**Why does PBE put GaP under 2.5 GPa at a volume where the real crystal is at rest?**

I compressed and stretched zinc-blende GaP with PBE and recorded the pressure, counted positive when the crystal pushes outward.

Zinc-blende GaP at fixed atoms, computed with Ansatz 0.2.0 using non-spin-polarised PBE and scalar-relativistic all-electron PAW with datasets made for the crystal. The runs use a 10×10×10 k mesh, Fermi-Dirac smearing of 0.05 eV and a plane-wave cutoff of 260 eV up to 19.431 Å³/atom and 240 eV above. Pressure is positive in compression.

```csv
volume (Å³/atom),shortest distance (Å),pressure (GPa)
19.026,2.312,8.685
19.036,2.312,8.624
19.431,2.328,6.393
19.836,2.344,4.334
20.038,2.352,3.384
20.240,2.360,2.482
20.443,2.368,1.628
20.645,2.376,0.818
21.050,2.391,-0.676
21.455,2.406,-2.017
```

The curve is smooth and looks trustworthy. But the cell at 20.240 Å³/atom is, as far as I remember, close to the measured one, and a crystal on a bench should show practically no pressure there. Is this a fault of the run or of the functional? And if I simply let the cell relax until the pressure vanishes, have I cured the problem? I want to use the relaxed cell for elastic data and for the band gap, because the material is meant for a light emitter.

**Answer**

It is a fault of the functional, and relaxing the cell doesn't cure it. Relaxation turns a wrong pressure into a wrong volume, and the stiffness then goes wrong with it. The order of the lowest empty states probably does too. The sizes worth remembering are about 2.5 GPa of false pressure, 3 % in volume and 1 % in the cell edge. These are three views of one error.

The smoothness of your curve can't reveal this error. A third-order Birch equation of state, fitted to all ten rows, follows the pressures to a few thousandths of a GPa, a thousand times less than the misfit you noticed. A good fit shows that the calculation is consistent with itself. To see whether its zero lies in the right place, you need a comparison from outside, such as a measured volume.

You can check that the pressure itself was worked out properly. Pressure is the rate at which the energy falls as the volume grows, so it can also be found from the total energies of the two neighbouring cells. At 20.240 Å³/atom this gives 2.47 GPa, against 2.48 GPa in the table. The crystal as computed really does want to expand there. Both numbers share the same atomic datasets and plane-wave cutoff, so this check can't test those. That the functional is to blame rests on outside knowledge: PBE is known to make crystals of this kind about 1 % too wide.

The step from pressure to volume needs only the stiffness. For a small change, the relative excess in volume is P/B, where P is the pressure at the measured volume and B is the bulk modulus, the pressure needed per relative change of volume. Between the rows at 20.038 and 20.443 Å³/atom the pressure falls by 1.756 GPa over 0.405 Å³/atom. Multiplied by the volume of 20.240 Å³/atom, this slope gives B ≈ 88 GPa.

The excess is then 2.48/88, or about 2.8 % in volume, and a third of that, 0.9 %, in the edge. The fitted curve reaches zero pressure at 20.86 Å³/atom, which is 3.1 % above the starting row. The estimate uses three rows that also entered the fit, so the agreement tests the reasoning and not the functional. It falls a little short because it keeps B constant, while the crystal softens as it expands. The formula also shows that a softer crystal would turn the same false pressure into a larger error of volume.

This softening is the first thing you inherit by relaxing. The curve of energy against volume bends less sharply where the bonds are longer, so each further step in volume changes the pressure less. According to the fit, B falls by about 4.5 GPa for every GPa of pressure released. Letting go of 2.5 GPa therefore costs 4.5 × 2.5 ≈ 11 GPa, and B drops from 88 to 77 GPa.

The measured bulk modulus is, as a rough recollection, about 90 GPa. At its own rest volume PBE thus looks clearly too soft, yet at the measured volume it comes close. Most of the apparent softness is the volume error in another guise. Near this volume PBE seems to add a nearly constant outward push, which shifts the pressure curve without tilting it much. That reading rests on a single recalled value, so take it as plausible rather than proved.

The push most likely comes from the way PBE treats uneven electron densities. Its gradient correction lowers the exchange energy where the density changes quickly compared with its own size. When the crystal expands, the density between the atoms thins out and such regions gain weight, so the functional rewards expansion. The correction is strong enough to serve free atoms well, which is too strong for the smoother valence density of many solids. This is an argument from the form of the functional, and a table with one functional can't test it.

The nuclei are also held still in these runs. Their zero-point motion would add an outward pressure of a few tenths of a GPa. Including it would make the disagreement slightly worse, so it can't be what is missing.

For a light emitter, the second inheritance matters more than the first. GaP is known to have an indirect gap: the lowest empty state lies near the point X of the Brillouin zone, while the highest filled state lies at Γ, the zone centre. An electron can't drop between them by emitting light alone, and pure GaP is a weak emitter for that reason. A calculation that moves the lowest empty state to Γ describes a different kind of device material.

Your runs show the start of such a move. The computed gap widens slowly on expansion up to 1.62 eV at 20.443 Å³/atom, then turns and falls to 1.36 eV in the largest cell. A turn like this, while the pressure stays perfectly smooth, suggests that another state has become the lowest. The bands confirm it: the lowest empty state is near X at 19.431 Å³/atom and at L, another point on the boundary of the zone, at 20.645 Å³/atom.

In the two largest cells it is at Γ, as the levels recorded there show directly. The move is also regular: a line through the Γ gaps at 19.431 and 20.645 Å³/atom, drawn against the logarithm of the volume, meets the computed gaps of the last two rows to within 0.01 eV. Along this line the Γ gap shrinks by about 0.08 eV for each per cent of volume, whereas the gap near X grows by about 0.02 eV. The Fermi level points the same way. With smearing it moves away from the band edge that holds more states. At 19.431 Å³/atom it lies 0.02 eV below the middle of the gap, and in the largest cell 0.03 eV above it. There the lowest empty valley holds far fewer states than the threefold top of the valence band, which fits the single point Γ and not the four points L.

The reason is the character of the states. The empty state at Γ is an antibonding combination of s orbitals on Ga and P, and its energy drops quickly when the bond is stretched. The state near X depends much less on that overlap. A volume error of 3 % therefore pulls Γ down by a quarter of an electronvolt. That is enough to upset the order only because PBE starts with the valleys too close. At 20.240 Å³/atom the line puts the Γ gap at 1.83 eV, about 0.2 eV above the near-X gap, while the measured spacing is, again as a rough recollection, about half an electronvolt.

At PBE's own rest volume, the two trends put the Γ gap at 1.58 eV and the near-X gap at 1.66 eV. On this k mesh, the order known for real GaP is lost there. Whether L or Γ is lowest at exactly that volume remains open, because the L level is known in one row only. The k mesh also samples the valley near X coarsely, so its true bottom may lie some hundredths of an electronvolt lower. That could change the order at 20.645 Å³/atom. At the rest volume, where Γ lies 0.08 eV below the near-X trend, a change is less likely but not ruled out. At 21.050 Å³/atom it is hardly possible, because the near-X trend lies 0.17 eV above the computed gap.

One failure remains even in the right cell. At 20.240 Å³/atom the gap is 1.61 eV, while the measured one is roughly 2.3 eV, so about 0.7 eV is missing. No volume in the table gives more than 1.62 eV, so no choice of cell can repair this. Spin-orbit coupling and lattice vibrations are missing from the runs too, but both are expected to narrow the gap, by about a tenth of an electronvolt or less, so they can't supply what is missing. The main cause lies elsewhere: the gap between PBE orbital energies leaves out the jump that the exact exchange-correlation potential makes when an electron is added to the crystal.

So compute the elastic data at the measured volume, and accept the 2.5 GPa that PBE reports there as its known offset. That cell also keeps the valleys in the known order, but the spacings between them remain too small to be trusted. Elastic constants drawn from energies at that volume may need a correction for this leftover pressure. For the size of the gap you need a method that goes beyond PBE, whichever cell you choose. The fits and the estimates used here are printed below.

The analysis program printed:

```
fit of pressure on 10 rows: coefficient of (s/vol)**(7/3) - (s/vol)**(5/3) 115 +/- 0.078, coefficient of ((s/vol)**(7/3) - (s/vol)**(5/3))*((s/vol)**(2/3) - 1) 40.21 +/- 1.4, s 20.86; rms 0.00259, worst 20.645 0.00465, leave-one-out rms 0.00429
volume at zero pressure, Å³/atom: 20.86
cubic edge at zero pressure, Å: 5.506
cubic edge of the unscaled row, Å: 5.45
excess of volume over the unscaled row, %: 3.076
excess of edge over the unscaled row, %: 1.015
bulk modulus at zero pressure, GPa: 76.68
pressure derivative of the bulk modulus: 4.466
bulk modulus at the unscaled row from its two neighbours, GPa: 87.76
loss of bulk modulus from the unscaled row to zero pressure, %: 12.62
excess volume predicted with constant stiffness, %: 2.869
excess volume predicted with stiffness derivative 4, %: 3.047
pressure at the unscaled row from the slope of the energy, GPa: 2.472
zero-point pressure, order of magnitude, GPa: 0.3453
fit of gap on 7 rows (scale < 1.015): constant 1.608 +/- 0.0008, coefficient of log(vol/Vm) 1.789 +/- 0.021; rms 0.00128, worst 20.443 0.00193, leave-one-out rms 0.00186
  rows outside the fit (model, value, miss): 20.645 1.643, 1.617, 0.0262; 21.05 1.678, 1.509, 0.168; 21.455 1.712, 1.356, 0.356
change of the Gamma gap per unit of ln volume, eV: -8.316
Gamma gap at 20.645, eV: 1.668
Gamma line less computed gap at 21.050, eV: -0.003218
Gamma line less computed gap at 21.455, eV: -0.007949
near-X gap continued to zero pressure, eV: 1.662
Gamma gap at zero pressure, eV: 1.581
recalled measured gap of 2.3 eV less gap of the unscaled row, eV: 0.6925
```
